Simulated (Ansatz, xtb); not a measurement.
# Ligand exchange: CH3F + In(CH3)(OH)2 → HOF + In(CH3)2(OH)

Species: CH3F `CF`, singlet; In(CH3)(OH)2, singlet; HOF `OF`, singlet; In(CH3)2(OH), singlet. The partners trade CH3 for OH: F–CH3 and In–OH bonds give way to F–OH and In–CH3.

Shapes, held fixed at every level: PBE0-D4/def2-TZVP. Flexible molecules stand in one conformer, not always the lowest. Programs: Ansatz 0.2.0, xtb 6.7.1. Electronic energies: no zero-point or thermal term.

Task: Estimate ΔE of this reaction.

Result: The highest level, CCSD(T)/def2-TZVPP, gives ΔE = +371.5 kJ/mol; the levels span +136.2 to +390.4. GFN0-xTB strays far from the other rows. The column of differences is taken from that level and isn't an error. No measured value is set beside it here. For atoms past krypton def2 sets carry core potentials with scalar relativity. Outer-core shells of In are correlated in most correlated rows, in sets that cover them unevenly. Times are processor times on shared x86 and Arm servers, and rough.

| level | kind | ΔE (kJ/mol) | less CCSD(T)/def2-TZVPP | CPU time (sum over the molecules) |
| --- | --- | --- | --- | --- |
| GFN0-xTB | semi-empirical | +136.2 | -235.3 | 0.14 s |
| r2SCAN-D4/def2-TZVPP | meta-GGA | +368.4 | -3.1 | 32 s |
| BHLYP-D4/def2-TZVPP | global hybrid | +390.4 | +18.9 | 21 s |
| PBE0-D4/def2-TZVPP | global hybrid | +365.9 | -5.6 | 19 s |
| wB97M-V/def2-TZVPP | range-separated hybrid | +369.3 | -2.2 | 69 s |
| wB97X-V/def2-TZVPP | range-separated hybrid | +371.3 | -0.2 | 48 s |
| MP2/def2-SVP | perturbation theory | +386.8 | +15.3 | – |
| CCSD/def2-SVP | coupled cluster or CI | +373.1 | +1.6 | – |
| CCSD(T)/def2-TZVPP | coupled cluster or CI | +371.5 | 0.0 | 11 min |

The exchange is strongly uphill: every level gives a positive ΔE, and the highest puts it at +371.5 kJ/mol. Both halves of the swap work against the products. Fluorine leaves carbon, where a large electronegativity difference makes the bond short, polar and very strong, for oxygen, where there is little polarity to gain and lone pairs on adjacent small atoms repel each other. Indium meanwhile gives up a polar bond to hard, electronegative oxygen for a weaker, more covalent one to carbon. Indium stays trivalent, so the redox cost falls on the oxygen that ends up bound to fluorine.

With two molecules on each side and so large an energy, thermal and entropic terms probably leave the direction unchanged. BHLYP lies highest, perhaps because its large share of exact exchange underbinds the O–F bond. The closeness of CCSD/def2-SVP to the highest level doesn't show that triples matter little, since basis and excitation level change together.
